**Q:** If I stretch a crystal of tin dioxide, each cubic centimetre holds fewer atoms. Should its electronic dielectric constant not go down?

**A:** A gas in a cylinder would behave like that. Draw back the piston, and each molecule stays as polarisable as before, but there are fewer of them per volume. The comparison holds only while the molecules hardly touch. In SnO₂ the atoms are bonded to each other, so stretching changes the bonds as well as the density. These calculated cells show which change wins.

Rutile SnO₂ at several volumes, calculated with Ansatz 0.2.0 using r2SCAN, PAW potentials and plane waves up to 500 eV, a 4×4×6 k mesh and fixed occupations, without spin polarisation or spin–orbit coupling. All cell edges are scaled by the same factor and the atoms relaxed; the dielectric constants are then computed with the nuclei held fixed.

| volume (Å³/atom) | c/a | shortest distance (Å) | electronic dielectric xx | electronic dielectric yy | electronic dielectric zz |
| --- | --- | --- | --- | --- | --- |
| 10.694 | 0.6722 | 1.962 | 3.607 | 3.607 | 3.914 |
| 11.032 | 0.6722 | 1.986 | 3.684 | 3.684 | 4.002 |
| 11.376 | 0.6722 | 2.010 | ? | ? | ? |
| 11.728 | 0.6722 | 2.035 | 3.876 | 3.876 | 4.217 |
| 12.087 | 0.6722 | 2.059 | 3.999 | 3.999 | 4.349 |
| 12.454 | 0.6722 | 2.083 | 4.144 | 4.144 | 4.498 |
| 12.827 | 0.6722 | 2.100 | 4.325 | 4.325 | 4.674 |

**Q:** What do the three dielectric columns mean, and who wins?

**A:** The labels xx and yy stand for a field along the two equal edges of the cell, and zz for a field along the shorter edge. The nuclei are held still while the electrons respond. This is therefore the constant behind the refractive index in transparent light, not the larger one that a capacitor shows at low frequency. All three components rise with volume through every known row, so the bonds win over the dilution.

The margin is wide. If a given average field induced the same dipole per atom as in the smallest cell, xx would drop from 3.607 to 3.173 at the largest volume. Counting the field of the neighbouring dipoles as well should deepen that drop. The calculation gives 4.325 there. The dipole per atom that a given average field induces along x has grown by about 53%.

**Q:** Why should an atom become easier to polarise when its neighbours move away?

**A:** A field polarises the crystal by mixing a little of the empty states into the filled ones. The smaller the energy between them, the more they mix. In SnO₂ the upper filled states are mostly oxygen 2p, and the lowest empty ones are antibonding combinations of tin 5s with oxygen 2p. Longer Sn–O contacts mean weaker overlap, so the antibonding states are pushed up less and the bonding states are pushed down less. The two groups move closer together, and the electrons yield more readily. This is an argument from bonding; the table agrees with it but doesn't show the separate steps.

**Q:** Can you turn that into a rule that I can use?

**A:** Treat the electrons as charges on springs. Let $\varepsilon$ be one of the dielectric constants, $V$ the volume per atom and $E$ a mean excitation energy, which measures the stiffness of the spring. The displacement in a given field goes as $1/E^2$, and the number of electrons per volume goes as $1/V$. Together they give

$$\varepsilon-1\;\propto\;\frac{1}{V\,E^{2}} .$$

Because $E$ enters squared, a modest softening beats a sizeable dilution. Over the table the volume grows by 20% ($12.827/10.694=1.20$). To make up for that, $E$ has to fall by only 9% ($1/\sqrt{1.20}=0.91$). Read back from the xx values through the formula, it falls by about 19%. That figure is not an independent result: it holds the strength of the transitions fixed and books every change to $E$. A simple overlap rule, with $E$ going as the inverse square of the bond length, would be expected to give about 11% ($1/1.20^{2/3}=0.89$), enough to beat the dilution but well short of 19%. For a related oxide, then, ask whether the mean excitation energy drops, in per cent, by more than about half the growth in volume.

**Q:** May I take the band gap for $E$? It is easier to measure.

**A:** No, the gap is a poor gauge here. In the same calculations it shrinks from 3.29 to 1.12 eV between the smallest and the largest cell. If $E$ shrank in proportion, the dipole per atom would grow almost ninefold, far beyond the 53% found. The band energies of the strained cells carry a convergence warning, so these gaps serve only for a coarse comparison, but no plausible correction closes such a distance.

The reason is that the response collects transitions from all the filled bands, most of them well above the gap. Moreover, the lowest direct transition in rutile SnO₂ is forbidden for light by symmetry at the zone centre, so it adds little itself. The closing gap is a sign that excitation energies are coming down in general. Its drop in electronvolts is a better guide than its drop in per cent: 2.18 eV is 19% of a mean energy near 11 eV, a plausible size. Even so the two don't move in step, for the gap falls more slowly as the cell grows and the read-back $E$ does not.

**Q:** Then commit yourself. What will the cell at 11.376 Å³ per atom give?

**A:** I need one assumption: over this small range, $E$ falls along a straight line in volume. Let $r$ be $E$ divided by its value in the cell at 12.087 Å³ per atom, which has the lowest energy of those calculated. A line through the six known cells, for fields along x, gives at the new volume

$$r = 2.232-0.102\times 11.376 = 1.072 ,$$

$$\varepsilon_{xx} = 1+\frac{12.087\times(3.999-1)}{11.376\times 1.072^{2}} = 3.77 .$$

Before the coefficients are rounded, the result is 3.775. The cell in question took no part in the fit.

My forecast is 3.775 ± 0.025 for xx, and the same for yy by symmetry. A second line, fitted to the zz values of the same six cells, leads to 4.10 ± 0.025. Both components should lie between those of the neighbouring rows, with zz above xx by 0.31 to 0.35.

**Q:** Where does the error bar come from?

**A:** Mostly from the calculations themselves, whose stated numerical uncertainty reaches 0.02 in the dielectric constant. The line adds less: when each known cell is left out in turn and predicted from the others, the typical error is about 0.01 for xx, largest for the most stretched cell, and smaller for zz. The bar covers both. It is meant for this level of theory and doesn't cover the distance to a measured crystal.

The withheld rows as computed:

| volume (Å³/atom) | c/a | shortest distance (Å) | electronic dielectric xx | electronic dielectric yy | electronic dielectric zz |
| --- | --- | --- | --- | --- | --- |
| 11.376 | 0.6722 | 2.010 | 3.772 | 3.772 | 4.102 |

**Q:** So how did you do?

**A:** All the forecasts hold. The computed xx is 3.772, so I was too high by 0.003; the computed zz is 4.102, so I was too low by 0.002. Their difference, 0.33, falls inside its range as well. The misses are much smaller than the bar because the cell lies between close neighbours in the same electronic state, where everything varies smoothly.

**Q:** Does that confirm your springs?

**A:** Only weakly. A ruler laid between the two neighbouring xx values gives 3.779, which is also well within the bar. The better evidence for softening is the whole series, where dilution alone would send the constant down. The steepening is described rather than explained. If $E$ drops by equal steps, each step raises $1/E^2$ by more, but the equal steps are read from the same data, and the overlap argument alone would have them shrink. In the largest cell the line falls short of the computed xx by 0.012. That is within the stated numerical uncertainty, yet zz less xx, after rising row by row to 0.354, turns down to 0.349 there. Transitions near the closing gap that respond to in-plane fields may be gaining weight, which these calculations don't resolve. The printed output after this exchange shows how closely the lines follow each cell.

**Q:** Where would you be careful before using this for a real film?

**A:** At the stretched end, first of all. For the cell of lowest energy this functional gives only about half the measured gap, which is, as I recall, roughly 3.6 eV. Excitation energies that are too low tend to make the dielectric constant too large. I suspect that they also exaggerate the steepening, though these calculations don't test it.

The kind of strain matters too. Here all the edges grow by the same factor, and the atoms then settle inside the cell. A film held by its substrate is stretched in the plane and usually thins across it, so its bonds change unequally. Use the table for the direction and rough size of the effect of volume, not as a calibration for such a film.

Printed output of the fit:

```
fit of ex on 6 rows: constant 2.232 +/- 0.0077, coefficient of vol -0.102 +/- 0.00065; rms 0.00098, worst 12.827 0.00162, leave-one-out rms 0.00166
  rows outside the fit (model, value, miss): 11.376 1.072, 1.072, -0.000617
fit of ez on 6 rows: constant 2.207 +/- 0.0023, coefficient of vol -0.09979 +/- 0.0002; rms 0.000297, worst 11.728 0.000384, leave-one-out rms 0.000477
  rows outside the fit (model, value, miss): 11.376 1.071, 1.071, 0.000288
error bar of each forecast dielectric constant (plus or minus): 0.025
leave-one-out error of the line for xx, as dielectric constant: 0.008593
leave-one-out error of the line for zz, as dielectric constant: 0.002759
forecast zz less xx at 11.376: 0.3251
rival forecast of xx at 11.376, straight line between neighbours: 3.779
model and calculation:
     row  model xx  computed xx  model less computed xx  model zz  computed zz  model less computed zz
  10.694     3.603        3.607               -0.003805     3.916        3.914                0.001826
  11.032     3.683        3.684              -0.0008753     4.002        4.002              -0.0004309
  11.376     3.775        3.772                0.003194       4.1        4.102                -0.00167
  11.728     3.882        3.876                0.005793     4.215        4.217               -0.002381
  12.087     4.005        3.999                 0.00595     4.347        4.349               -0.002461
  12.454     4.148        4.144                0.003898     4.499        4.498                0.001455
  12.827     4.313        4.325                -0.01162     4.676        4.674                0.002167
computed zz less xx at 11.376: 0.33
growth of polarisability per atom along x, smallest to largest volume, %: 52.98
growth of polarisability per atom along z, smallest to largest volume, %: 51.23
xx at largest volume if polarisability per atom stayed as in the smallest cell: 3.173
fall of mean energy for xx, smallest to largest volume, %: 19.15
fall of mean energy for zz, smallest to largest volume, %: 18.68
growth factor of polarisability if the mean energy were proportional to the minimum gap: 8.715
fall of minimum gap in first step, eV: 0.4087
fall of minimum gap in last step, eV: 0.3167
fall of mean energy for xx in first step, % of its value at 12.087: 3.382
fall of mean energy for xx in last step, % of its value at 12.087: 4.026
```
